Exact thresholds in two dimensions: duality and the star–triangle transformation

1. Definitions and premises

Let L be a connected periodic graph drawn in the plane without crossing edges. In bond percolation each edge is open with probability p and closed with probability 1 − p, independently of all others. In site percolation each vertex is occupied with probability p, independently, and occupied neighbours are connected. Let θ(p) be the probability that a given vertex belongs to an infinite cluster. It does not decrease with p, and the threshold pc is the upper bound of the values of p at which θ = 0. Three general theorems serve as premises.

(A) Sharpness (Menshikov 1986; Aizenman and Barsky 1987). For p < pc the probability that a vertex is connected to distance r is at most exp(−r/ξ), with ξ finite.

(B) Uniqueness (Burton and Keane 1989). For 0 < p < 1, if θ > 0 there is, with probability one, exactly one infinite cluster.

(C) Positive correlation (Harris 1960). Events that can only be helped by closing edges satisfy P(E1 and E2) ≥ P(E1)P(E2).

2. The dual lattice and the crossing lemma

The dual L* has a vertex in each face of L and an edge e* across each edge e. Declare e* open exactly when e is closed. The dual edges are then independent and open with probability 1 − p, and an open path of L never crosses an open path of L*.

Cut out a patch of size about n × n. Merge the vertices on its left side into one terminal and those on its right side into another. The outside of the patch then consists of a top face and a bottom face, which count as dual vertices.

Lemma. In every configuration exactly one of two things exists: an open path of L from left to right, or an open path of L* from top to bottom.

Both cannot exist, because two such curves in a rectangle must cross. Suppose the first is absent. Let K be the set of vertices connected to the left terminal, and call an edge a cut edge if exactly one of its ends is in K. Cut edges are closed, so their duals are open. On a circuit round an interior face, membership of K changes an even number of times, so every interior dual vertex meets an even number of dual cut edges. The top face is bordered by a path from the left terminal (in K) to the right terminal (not in K), so it meets an odd number, and so does the bottom face. Every connected component of a finite graph contains an even number of vertices of odd degree, since the degrees add up to twice the number of edges. The only two odd vertices therefore lie in one component, which is the required dual path. In terms of probabilities,

R(p) + R*(1 − p) = 1,   (1)

with R the left–right crossing probability of L and R* the top–bottom one of L*. The five-edge Wheatstone bridge is a patch equal to its own dual. Summing its 32 configurations gives R(p) = 2p² + 2p³ − 5p⁴ + 2p⁵, which obeys R(p) + R(1 − p) = 1.

3. The duality relation

Step 1: pc(L) + pc(L*) ≤ 1. Otherwise some p satisfies both p < pc(L) and 1 − p < pc(L*). A crossing starts at one of at most bn boundary vertices and spans a distance of at least b′n, with b and b′ constants of the lattice. By (A), R and R* are each bounded by bn exp(−b′n/ξ), with ξ the larger of the two lengths, and this tends to zero, against (1).

Step 2: non-coexistence. For 0 < p < 1, θ on L at p and θ on L* at 1 − p cannot both be positive. Let the pair have a k-fold rotation centre, k = 4 (square) or 6 (triangular and honeycomb), and draw round it a contour of size n made of k congruent arcs. Let Ai be the event that an infinite open path of L crosses arc i outward and never returns. If θ > 0, the infinite cluster exists by (B) and meets the interior with a probability tending to one, so ε = P(no Ai occurs) → 0. The complements of the Ai are helped by closing edges and have equal probabilities, so (C) gives ε ≥ [1 − P(A1)]^k, that is

P(A1) ≥ 1 − ε^(1/k) → 1.

The same holds for the dual events Ai*. Choose n so that all exceed 7/8, and pick four arcs in cyclic order. The probability that arms of L leave through the first and third and arms of L* through the second and fourth is at least 1 − 4 × (1/8) = 1/2. By (B) the two arms of L are joined by a finite open path, and so are the two of L*. Arms of L and L* do not cross, so they keep their alternating order on a larger contour that encloses both joining paths. Inside it, two curves joining alternating points must cross, which is forbidden. An event of probability at least 1/2 is thus impossible, and the assumption fails.

If pc(L) + pc(L*) < 1, some p would have p > pc(L) and 1 − p > pc(L*), against Step 2. Together the steps give

pc(L) + pc(L*) = 1.   (2)

The dual of the square lattice is a shifted square lattice, so 2pc = 1 and pc(square, bond) = 1/2 (Kesten 1980). The triangular lattice T and the honeycomb lattice H are dual to each other, and (2) fixes only the sum of their thresholds.

4. Site percolation and matching graphs

Take first a lattice whose faces are all triangles, and a four-sided patch bordered by extra occupied sites on the left and right and extra empty sites on top and bottom. Enter at the lower left corner and walk along dual edges, keeping an occupied site on the left hand and an empty one on the right. Each step enters a triangle through a side with unlike ends. The third vertex is unlike exactly one of them, so exactly one other side has unlike ends, and the walk leaves through it. No triangle can be visited twice, since both its usable sides are spent, so the walk ends at another corner. Its handedness allows only two. At the lower right corner, the sites kept on the left hand form an occupied chain of neighbours from left to right. At the upper left corner, those on the right hand form an empty chain from bottom to top. Planarity forbids both crossings together, so (1) holds with empty sites in place of dual edges.

For a general planar lattice G, put an auxiliary site, always empty, in each face with more than three sides and join it to all corners. All faces are now triangles. Occupied paths are paths of G, and empty paths are paths of the matching graph Gm, which is G with all diagonals of every face added. Steps 1 and 2 carry over unchanged:

pc(G, site) + pc(Gm, site) = 1.   (3)

The triangular lattice has no diagonals to add, so Gm = G and pc(triangular, site) = 1/2.

5. The star–triangle transformation

Every edge of T belongs to exactly one upward-pointing triangle. Label its corners 1, 2, 3 and let the edge opposite corner i be open with probability pi; write qi = 1 − pi. The three labels are the three edge directions of T. The rest of the lattice touches the triangle only at its corners, so all that matters is which corners it connects. There are five cases. All three are connected when at least two edges are open:

T(123) = p1p2q3 + p1q2p3 + q1p2p3 + p1p2p3 = p1p2 + p2p3 + p3p1 − 2p1p2p3,
T(1|23) = p1q2q3 and two similar terms, for one pair connected,
T(1|2|3) = q1q2q3.

Replace the triangle by a star: a new vertex at its centre, with an arm to corner i open with probability si. Then S(123) = s1s2s3 and S(1|23) = (1 − s1)s2s3, and S(1|2|3) is fixed by normalisation. Choose si = qi. The three one-pair probabilities then agree identically, since (1 − q1)q2q3 = p1q2q3. As both sets add up to one, a single condition remains, T(123) = q1q2q3. With e1 = p1 + p2 + p3, e2 = p1p2 + p2p3 + p3p1 and e3 = p1p2p3 it reads e2 − 2e3 = 1 − e1 + e2 − e3, or

p1 + p2 + p3 − p1p2p3 = 1.   (4)

When (4) holds, replace every upward triangle. Different triangles share no edge and are independent, so the joint distribution of all connections among the vertices of T is unchanged. The stars form a honeycomb lattice H. A cluster of H with an edge and N star centres contains at least N/3 vertices of T, since each such centre has an open arm to a vertex of T and each vertex serves at most three centres. A cluster is therefore infinite exactly when it holds infinitely many vertices of T, and T at (p1, p2, p3) percolates if and only if H at (q1, q2, q3) does.

This H is the dual model in a shifted position. With unit edge length and an upward triangle at (0, 0), (1, 0), (1/2, √3/2), the translation by (1/2, √3/6) takes the vertices of T to the centres of upward triangles and those centres to the centres of downward triangles, such as (1, √3/3). These are the vertices of T*. The arm to corner i is perpendicular to the edge opposite i, as is the dual of that edge, and both carry qi. On (4), then, T percolates if and only if its own dual does, and non-coexistence leaves one possibility: neither percolates.

Isotropic case. Equation (4) becomes 3p − p³ = 1. The left side rises from 0 to 2 on [0, 1], so one root p0 lies there. Put p = 2 sin φ and use sin 3φ = 3 sin φ − 4 sin³φ; then 3p − p³ = 2 sin 3φ, and sin 3φ = 1/2. The angles π/18, 5π/18 and −7π/18 give the roots 0.3473, 1.5321 and −1.8794, so p0 = 2 sin(π/18). At p0 the five probabilities are 0.2781 for all connected, 0.1480 for each pair and 0.2781 for none. Since θ vanishes on T at p0 and on H at 1 − p0, we have pc(T) ≥ p0 and pc(H) ≥ 1 − p0. These lower bounds add up to one, so by (2) both are equalities:

pc(triangular, bond) = 2 sin(π/18) = 0.347296,
pc(honeycomb, bond) = 1 − 2 sin(π/18) = 0.652704.   (5)

Sykes and Essam (1964) obtained these values, and Wierman (1981) proved them.

Anisotropic case. Follow a curve t → (p1, p2, p3) along which all three probabilities increase and which meets (4) at t0. Neither model percolates at t0. If the threshold of T on the curve lay above t0, then for t between the two T would be subcritical, and so would T*, whose probabilities fall as t grows; Step 1 excludes this. Hence (4) is the critical surface, with T percolating for e1 − e3 > 1. The proof of Step 2 used rotation symmetry, which is now lost. Non-coexistence is known to hold for these anisotropic models too and is taken here as a further premise. Setting p3 = 0 deletes one family of edges, leaves a square lattice and gives p1 + p2 = 1.

6. The kagome lattice

Place a site at the midpoint of each edge of H, occupied when the edge is open, and call two sites neighbours when their edges share a vertex. Each vertex of H becomes a triangle and each face a smaller hexagon, with every site shared by two triangles and having four neighbours. This is the kagome lattice. A chain of open edges is a chain of occupied neighbouring sites and conversely, so clusters correspond one to one:

pc(kagome, site) = pc(honeycomb, bond) = 0.652704.   (6)

The three edge directions of H are the three kagome sublattices. If sublattice i is vacant with probability xi, then si = 1 − xi, so pi = xi, and the occupied sites percolate when

x1 + x2 + x3 − x1x2x3 < 1.   (7)

By (3), the matching graph of kagome has site threshold 0.347296. It adds all diagonals of the hexagons and has 4 + 4 + 2 = 10 neighbours per site, at distances d, √3 d and 2d, where d is the nearest-neighbour distance.

7. Range of validity

The results need independent occupation, a periodic lattice, strict planarity and infinite extent. Correlated occupation moves the thresholds; vacancies arranged in lines cut a layer at arbitrarily small concentration. Links that cross, or that join layers, destroy the crossing lemma; adding links can only lower pc. In (4) and (7) the corner points such as (1, 0, 0), where the system is a set of perfect chains, are excluded. A sample of size ℓ has no sharp threshold: with the accepted correlation-length exponent ν = 4/3, the crossing probability changes over a range of p of order (d/ℓ)^(3/4). The method fixes no threshold where the symmetry is missing, as for square and honeycomb sites or kagome bonds.

8. Illustration: a diluted kagome Cu layer

Model a layer of Cu²⁺ spins (S = 1/2) in an insulating oxide by H = J Σ Si·Sj over nearest-neighbour pairs, with a fraction x of Cu replaced at random by a non-magnetic ion such as Zn²⁺ or Mg²⁺. From (6), xc = 0.3473. For a cell Cu(3−y)M(y) this is yc = 3xc = 1.042, leaving 1.958 Cu. The cell has side 2d and area 2√3 d². With d = 0.30 nm as a typical input, the site density √3/(2d²) is 9.6 × 10¹⁸ m⁻² and the critical substituent density 3.3 × 10¹⁸ m⁻².

For x > xc all clusters are finite. In zero field at T > 0 the thermal average factorises over clusters and ⟨Si⟩ = 0 by rotation symmetry, so spins in different clusters are uncorrelated. As |⟨Si·Sj⟩| ≤ 3/4, the averaged correlation is at most 3/4 of the connection probability and decays exponentially by (A). Long-range order is excluded. For x < xc connectivity is necessary for order but does not imply it, least of all on a frustrated lattice.

Local quantities pass smoothly through xc. There a Cu ion has on average 4 × 0.6527 = 2.61 Cu neighbours, a fraction 0.6527² = 0.426 of the exchange bonds survives, and only xc⁴ = 0.0145 of the Cu ions are isolated. To first order in J/kBT a bond has ⟨Si^z Sj^z⟩ = −J/(16 kBT); dividing by ⟨(Si^z)²⟩ = 1/4 and summing over 4(1 − x) neighbours gives χ ∝ (1/T)[1 − (1 − x)J/kBT] per Cu. The asymptotic Curie–Weiss temperature −(1 − x)J/kB thus keeps 65 per cent of its undiluted value at the threshold.

The corrections can be ranked. If a distortion makes the substituent prefer one sublattice two to one, x1 = x2 = u and x3 = 2u, the critical condition is 4u − 2u³ = 1, so u = 0.2587, x3 = 0.5173, mean x = 0.3449 and yc = 1.035. In general the critical mean is (1 + x1x2x3)/3 ≥ 1/3, and the inequality x1x2x3 ≤ (mean x)³ keeps it at or below xc, so site preference lowers it by at most 0.014. Grains of 100 nm round the threshold by about 0.01, a similar amount. Further exchange paths matter far more: if all couplings across the hexagons are active, as they are once kBT falls below their strength, the matching graph applies and the critical x rises from 0.3473 to 0.6527.

The self-matching result has a counterpart in two-dimensional channel materials. The metal sites of a monolayer alloy Mo(1−x)W(x)S2 form a triangular lattice. For random mixing, W sites percolate for x > 1/2, Mo sites for x < 1/2, and neither at x = 1/2, where a lattice constant of approximately 0.32 nm gives 1/(√3 a²) = 5.6 × 10¹⁸ W atoms per m². This is a statement about geometry, not transport, since the band states extend over both metals.

All these numbers are the model's. For a real Cu layer, yc = 1.042 marks where the nearest-neighbour exchange network of a randomly substituted, isolated sheet falls apart; weaker in-plane or interlayer paths can keep the spins connected to higher substitution.